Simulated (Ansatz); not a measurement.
# Strength of the C–O bond: CH6GeO2 → GeH2(OH)O + CH3

Species: CH6GeO2 `C[O][GeH2][OH]`, singlet; GeH2(OH)O, doublet; CH3 (methyl radical) `[CH3]`, doublet. 

Shapes, held fixed at every level: PBE0-D4/def2-TZVP. Flexible molecules stand in one conformer, not always the lowest. Programs: Ansatz 0.2.0. The zero-point and thermal change to 298 K, harmonic and unscaled (PBE0-D4/def2-TZVP), is -22.3 kJ/mol.

Q: Estimate ΔH(298 K) of this reaction.

A: The highest level, CCSD(T)/def2-TZVPP, gives ΔH(298 K) = +373.0 kJ/mol; the levels span +341.3 to +399.7. The column of differences is taken from that level and isn't an error. No measured value is set beside it here. Open shells run unrestricted unless RO is named. Relativity is left out for Ge unless named. Correlated rows may include outer-core shells of Ge, which these sets cover unevenly. Times are processor times on shared x86 and Arm servers, and rough.

| level | kind | ΔH(298 K) (kJ/mol) | less CCSD(T)/def2-TZVPP | CPU time (sum over the molecules) |
| --- | --- | --- | --- | --- |
| PBE-D4/def2-TZVPP | GGA | +375.4 | +2.4 | 20 s |
| B3LYP-D4/def2-TZVPP | global hybrid | +357.9 | -15.1 | 52 s |
| r2SCAN0-D4/def2-TZVPP | global hybrid | +341.3 | -31.7 | 74 s |
| wB97M-V/def2-TZVPP | range-separated hybrid | +378.7 | +5.7 | 2 min |
| wB97X-V/def2-TZVPP | range-separated hybrid | +378.4 | +5.4 | 85 s |
| MP2/def2-SVP | perturbation theory | +399.7 | +26.7 | – |
| CCSD(T)/def2-SVP | coupled cluster or CI | +368.9 | -4.1 | 48 s |
| CCSD(T)/def2-TZVPP | coupled cluster or CI | +373.0 | 0.0 | 9.7 min |

Homolysis of the C–O bond is strongly endothermic at every level, with CCSD(T)/def2-TZVPP giving +373.0 kJ/mol, as expected for an ordinary, strong C–O single bond. Neither fragment recovers much of the cost: methyl has no neighbouring group to delocalise its unpaired electron, and the electron left on the germanium fragment probably sits mainly in an oxygen 2p orbital, with little stabilisation from Ge. The negative vibrational and thermal term reflects the loss of the C–O stretch and the methyl rocking modes, which become free motion of the fragments.

In the same small basis, MP2 lies well above CCSD(T), so the gap comes from the treatment of correlation and not from the basis. MP2 probably describes the electron pairs of the intact molecule more favourably than the two radicals. Among the functionals, exact exchange alone doesn't set the order, since the global hybrids fall below PBE and the range-separated ones above it. Whether this is the molecule's weakest bond remains open without the competing Ge–O, Ge–H and O–H cleavages.
